**Scattering phases of a germanium pseudopotential with two p ghosts**

The table holds all-electron phases arctan(r u′/u) at 2.205 bohr and the pseudo-minus-all-electron errors for the s, p1/2 and p3/2 channels of one Troullier-Martins separable Ge2+ potential (ld1.x 7.5, PBEsol, Dirac equation, s local) from −4 to 4.64 Ry. The program fits nothing: it computes pseudo phases, errors of the logarithmic derivative, crossing energies, slopes and ratios, and compares the s node-to-node gap with the flat hard-sphere value 3π²/r². The errors keep one sign around each reference energy, and the bumps below the references come from the cos² weight of the arctangent. The pseudo s phase crosses −π about 3 Ry too low, with a gap of 3.04 Ry against 6.09 Ry for the flat sphere. The ghosts at −6.26 and −27.36 Ry lie below the energy window, cause no jump in the p columns, and have appeared by cutoffs of 50 and 15 Ry.

Scattering phases of a Ge pseudopotential (ld1.x 7.5, PBEsol, Dirac equation; separable Troullier-Martins, radii s 1.2, p 2 bohr, s channel local) made from 4s2 4p0 (charge +2). Phase is unwrapped arctan(r u′/u), u = rR, at r = 2.205 bohr; error is pseudo minus all-electron, multiples of π matched at the reference energies s −2.152, p1/2 −1.471, p3/2 −1.448 Ry.

## Analysis program

```python
# Table: ld1.x 7.5, Ge2+ (4s2 4p0), PBEsol, Dirac, Troullier-Martins separable potential, s local.
# Phase = unwrapped arctan(r u'/u) at the test radius; error = pseudo minus all-electron (AE).
# Tested: monotonic phases, second-order error at the references, cos^2 weighting, crossing
# energies, a flat hard-sphere gap as scale, and where the p ghosts lie.
T = {
    'energy': [-4.0, -3.52, -3.04, -2.56, -2.08, -1.6, -1.12, -0.64, -0.16, 0.32, 0.8, 1.28, 1.76, 2.24, 2.72, 3.2, 3.68, 4.16, 4.64],  # Ry
    'phase_s_all_electron': [1.1307, 0.9979, 0.7006, -0.0797, -0.9485, -1.2956, -1.4476, -1.5339, -1.5928, -1.6392, -1.6805, -1.7214, -1.7663, -1.8206, -1.8938, -2.0047, -2.1996, -2.6004, -3.3311],  # rad
    'phase_s_error': [-0.0037, -0.0052, -0.0072, -0.0047, 0.0, -0.0031, -0.0078, -0.0147, -0.0272, -0.0535, -0.1268, -0.5801, -2.6373, -2.8378, -2.8496, -2.7928, -2.6443, -2.2913, -1.6172],  # rad
    'phase_p1_half_all_electron': [1.2295, 1.175, 1.0892, 0.9347, 0.5975, -0.1671, -0.9188, -1.2491, -1.4039, -1.4935, -1.5544, -1.6013, -1.6416, -1.6797, -1.7194, -1.7646, -1.8215, -1.9014, -2.029],  # rad
    'phase_p1_half_error': [0.0151, 0.0145, 0.0144, 0.0141, 0.0111, 0.001, 0.0042, 0.0109, 0.0155, 0.0197, 0.0243, 0.0299, 0.0372, 0.047, 0.0609, 0.0812, 0.1128, 0.1656, 0.2628],  # rad
    'phase_p3_half_all_electron': [1.2316, 1.1785, 1.0957, 0.949, 0.6364, -0.0806, -0.8623, -1.2208, -1.3864, -1.4807, -1.5437, -1.5916, -1.6319, -1.6695, -1.7077, -1.7504, -1.8028, -1.8739, -1.9832],  # rad
    'phase_p3_half_error': [0.0017, 0.0021, 0.0025, 0.0028, 0.0026, 0.0004, 0.0012, 0.0037, 0.0057, 0.008, 0.0105, 0.0139, 0.0182, 0.0245, 0.0334, 0.047, 0.0685, 0.1051, 0.1733],  # rad
}
import numpy as np
from scipy.constants import physical_constants as pc
Ry = pc['Rydberg constant times hc in eV'][0]
E = np.array(T['energy'], float)
keys = {'s': 's', 'p1/2': 'p1_half', 'p3/2': 'p3_half'}
ae = {c: np.array(T['phase_%s_all_electron' % k], float) for c, k in keys.items()}
er = {c: np.array(T['phase_%s_error' % k], float) for c, k in keys.items()}
ps = {c: ae[c] + er[c] for c in keys}
# settings and further outputs of the same run (bohr, Ry)
R = 2.205
ref = {'s': -2.152, 'p1/2': -1.471, 'p3/2': -1.448}
low = {'s': -2.1519, 'p1/2': -6.25916, 'p3/2': -27.35808}
excess = {10: (4.7887, 25.89023), 15: (4.78839, 23.64715), 40: (4.78705, 16.42727),
          50: (3.3696, 11.44635), 60: (1.83704, 6.24455)}
def cross(th, t):
    return float(np.interp(-t, -th, E))
print('E[Ry] | pseudo phase s, p1/2, p3/2 [rad] | AE p3/2-p1/2 [rad] | error ratio p1/2:p3/2')
for i, e in enumerate(E):
    print('%6.2f | %7.4f %7.4f %7.4f | %.4f | %.1f' % (e, ps['s'][i], ps['p1/2'][i], ps['p3/2'][i],
          ae['p3/2'][i] - ae['p1/2'][i], er['p1/2'][i] / er['p3/2'][i]))
print('rounding of each tabulated phase and error: 0.00005 rad; grid step %.2f Ry' % (E[1] - E[0]))
dD = {c: np.tan(ps[c]) - np.tan(ae[c]) for c in keys}
for c in keys:
    i = int(np.argmin(abs(E - ref[c])))
    print(c, 'near reference, E-Eref[Ry], error[rad], error/dE^2:', '; '.join('%+.3f %+.4f %+.3f' %
          (E[j] - ref[c], er[c][j], er[c][j] / (E[j] - ref[c])**2) for j in (i - 1, i, i + 1)))
for c in keys:
    m = E < ref[c]
    print(c, 'below reference, low to high E: error of D', np.round(dD[c][m], 4),
          'cos^2', np.round(np.cos(ae[c][m])**2, 2))
    assert np.all(np.diff(abs(dD[c][m])) < 0)
for c in keys:
    a, p = cross(ae[c], -np.pi / 2), cross(ps[c], -np.pi / 2)
    first = [E[abs(er[c]) > t][0] for t in (0.05, 0.1)]
    print('%s: node at r (-pi/2) AE %.2f, pseudo %.2f, shift %+.2f Ry; first E with |error|>0.05, >0.1 rad: %.2f, %.2f Ry'
          % (c, a, p, p - a, first[0], first[1]))
a, p = cross(ae['s'], -np.pi), cross(ps['s'], -np.pi)
print('s crossing of -pi (linear, within one step): AE %.2f, pseudo %.2f, shift %+.2f Ry' % (a, p, p - a))
n2 = cross(ps['s'], -1.5 * np.pi)
gap, box = n2 - cross(ps['s'], -np.pi / 2), 3 * np.pi**2 / R**2
print('s pseudo -3pi/2 at %.2f Ry; node-to-node gap pseudo %.2f, AE > %.2f, flat sphere %.2f Ry; pseudo/flat %.2f'
      % (n2, gap, E[-1] - cross(ae['s'], -np.pi / 2), box, gap / box))
sa, sp = np.diff(ae['s']) / np.diff(E), np.diff(ps['s']) / np.diff(E)
j, k = int(np.argmin(sp)), int(np.argmin(sa))
print('steepest s step [rad/Ry]: pseudo %.2f (%.2f to %.2f), AE %.2f (%.2f to %.2f); last step AE %.2f, pseudo %.2f'
      % (sp[j], E[j], E[j + 1], sa[k], E[k], E[k + 1], sa[-1], sp[-1]))
j = int(np.argmin(er['s']))
print('largest s error %.4f rad at %.2f Ry = %.0f%% of pi; last row %.4f' % (er['s'][j], E[j], -100 * er['s'][j] / np.pi, er['s'][-1]))
print('top row, pseudo p phase lags AE by [Ry]:', ', '.join('%s %.2f' % (c, E[-1] - cross(ae[c], ps[c][-1])) for c in ('p1/2', 'p3/2')))
i = int(np.argmin(abs(E - ref['p1/2'])))
D1, D3 = np.tan(ae['p1/2']), np.tan(ae['p3/2'])
sh = (D3[i] - D1[i]) / abs((D1[i + 1] - D1[i - 1]) / (E[i + 1] - E[i - 1]))
so = ref['p3/2'] - ref['p1/2']
print('spin-orbit at %.2f Ry: AE curve offset about %.3f Ry, level splitting %.3f Ry, ratio %.1f' % (E[i], sh, so, sh / so))
for c in ('p1/2', 'p3/2'):
    print('%s ghost %.3f Ry = %.1f eV; below first row by %.2f, below reference by %.2f, below lowest s level by %.2f Ry'
          % (c, low[c], low[c] * Ry, E[0] - low[c], ref[c] - low[c], low['s'] - low[c]))
print('ghost separation %.2f Ry; ratio of depths below reference p3/2:p1/2 %.1f' % (low['p1/2'] - low['p3/2'],
      (ref['p3/2'] - low['p3/2']) / (ref['p1/2'] - low['p1/2'])))
for n, c in enumerate(('p1/2', 'p3/2')):
    print('lowest', c, 'level vs cutoff [Ry]:', '; '.join('%d: %.2f' % (q, low[c] + v[n]) for q, v in excess.items()))
assert all(np.all(np.diff(ae[c]) < 0) and np.all(np.diff(ps[c]) < 0) for c in keys)
assert np.all(er['s'] <= 0) and np.all(er['p1/2'] > er['p3/2']) and np.all(er['p3/2'] > 0)
assert gap < box and max(low['p1/2'], low['p3/2']) < E[0]
```

Printed output:

```
E[Ry] | pseudo phase s, p1/2, p3/2 [rad] | AE p3/2-p1/2 [rad] | error ratio p1/2:p3/2
 -4.00 |  1.1270  1.2446  1.2333 | 0.0021 | 8.9
 -3.52 |  0.9927  1.1895  1.1806 | 0.0035 | 6.9
 -3.04 |  0.6934  1.1036  1.0982 | 0.0065 | 5.8
 -2.56 | -0.0844  0.9488  0.9518 | 0.0143 | 5.0
 -2.08 | -0.9485  0.6086  0.6390 | 0.0389 | 4.3
 -1.60 | -1.2987 -0.1661 -0.0802 | 0.0865 | 2.5
 -1.12 | -1.4554 -0.9146 -0.8611 | 0.0565 | 3.5
 -0.64 | -1.5486 -1.2382 -1.2171 | 0.0283 | 2.9
 -0.16 | -1.6200 -1.3884 -1.3807 | 0.0175 | 2.7
  0.32 | -1.6927 -1.4738 -1.4727 | 0.0128 | 2.5
  0.80 | -1.8073 -1.5301 -1.5332 | 0.0107 | 2.3
  1.28 | -2.3015 -1.5714 -1.5777 | 0.0097 | 2.2
  1.76 | -4.4036 -1.6044 -1.6137 | 0.0097 | 2.0
  2.24 | -4.6584 -1.6327 -1.6450 | 0.0102 | 1.9
  2.72 | -4.7434 -1.6585 -1.6743 | 0.0117 | 1.8
  3.20 | -4.7975 -1.6834 -1.7034 | 0.0142 | 1.7
  3.68 | -4.8439 -1.7087 -1.7343 | 0.0187 | 1.6
  4.16 | -4.8917 -1.7358 -1.7688 | 0.0275 | 1.6
  4.64 | -4.9483 -1.7662 -1.8099 | 0.0458 | 1.5
rounding of each tabulated phase and error: 0.00005 rad; grid step 0.48 Ry
s near reference, E-Eref[Ry], error[rad], error/dE^2: -0.408 -0.0047 -0.028; +0.072 +0.0000 +0.000; +0.552 -0.0031 -0.010
p1/2 near reference, E-Eref[Ry], error[rad], error/dE^2: -0.609 +0.0111 +0.030; -0.129 +0.0010 +0.060; +0.351 +0.0042 +0.034
p3/2 near reference, E-Eref[Ry], error[rad], error/dE^2: -0.632 +0.0026 +0.007; -0.152 +0.0004 +0.017; +0.328 +0.0012 +0.011
s below reference, low to high E: error of D [-0.0202 -0.0176 -0.0122 -0.0047] cos^2 [0.18 0.29 0.58 0.99]
p1/2 below reference, low to high E: error of D [0.1408 0.1011 0.069  0.0407 0.0164 0.001 ] cos^2 [0.11 0.15 0.21 0.35 0.68 0.97]
p3/2 below reference, low to high E: error of D [0.0154 0.0144 0.012  0.0083 0.004  0.0004] cos^2 [0.11 0.15 0.21 0.34 0.65 0.99]
s: node at r (-pi/2) AE -0.34, pseudo -0.49, shift -0.15 Ry; first E with |error|>0.05, >0.1 rad: 0.32, 0.80 Ry
p1/2: node at r (-pi/2) AE 0.97, pseudo 1.27, shift +0.31 Ry; first E with |error|>0.05, >0.1 rad: 2.72, 3.68 Ry
p3/2: node at r (-pi/2) AE 1.07, pseudo 1.21, shift +0.13 Ry; first E with |error|>0.05, >0.1 rad: 3.68, 4.16 Ry
s crossing of -pi (linear, within one step): AE 4.52, pseudo 1.47, shift -3.04 Ry
s pseudo -3pi/2 at 2.54 Ry; node-to-node gap pseudo 3.04, AE > 4.98, flat sphere 6.09 Ry; pseudo/flat 0.50
steepest s step [rad/Ry]: pseudo -4.38 (1.28 to 1.76), AE -1.81 (-2.56 to -2.08); last step AE -1.52, pseudo -0.12
largest s error -2.8496 rad at 2.72 Ry = 91% of pi; last row -1.6172
top row, pseudo p phase lags AE by [Ry]: p1/2 1.43, p3/2 0.91
spin-orbit at -1.60 Ry: AE curve offset about 0.042 Ry, level splitting 0.023 Ry, ratio 1.8
p1/2 ghost -6.259 Ry = -85.2 eV; below first row by 2.26, below reference by 4.79, below lowest s level by 4.11 Ry
p3/2 ghost -27.358 Ry = -372.2 eV; below first row by 23.36, below reference by 25.91, below lowest s level by 25.21 Ry
ghost separation 21.10 Ry; ratio of depths below reference p3/2:p1/2 5.4
lowest p1/2 level vs cutoff [Ry]: 10: -1.47; 15: -1.47; 40: -1.47; 50: -2.89; 60: -4.42
lowest p3/2 level vs cutoff [Ry]: 10: -1.47; 15: -3.71; 40: -10.93; 50: -15.91; 60: -21.11
```
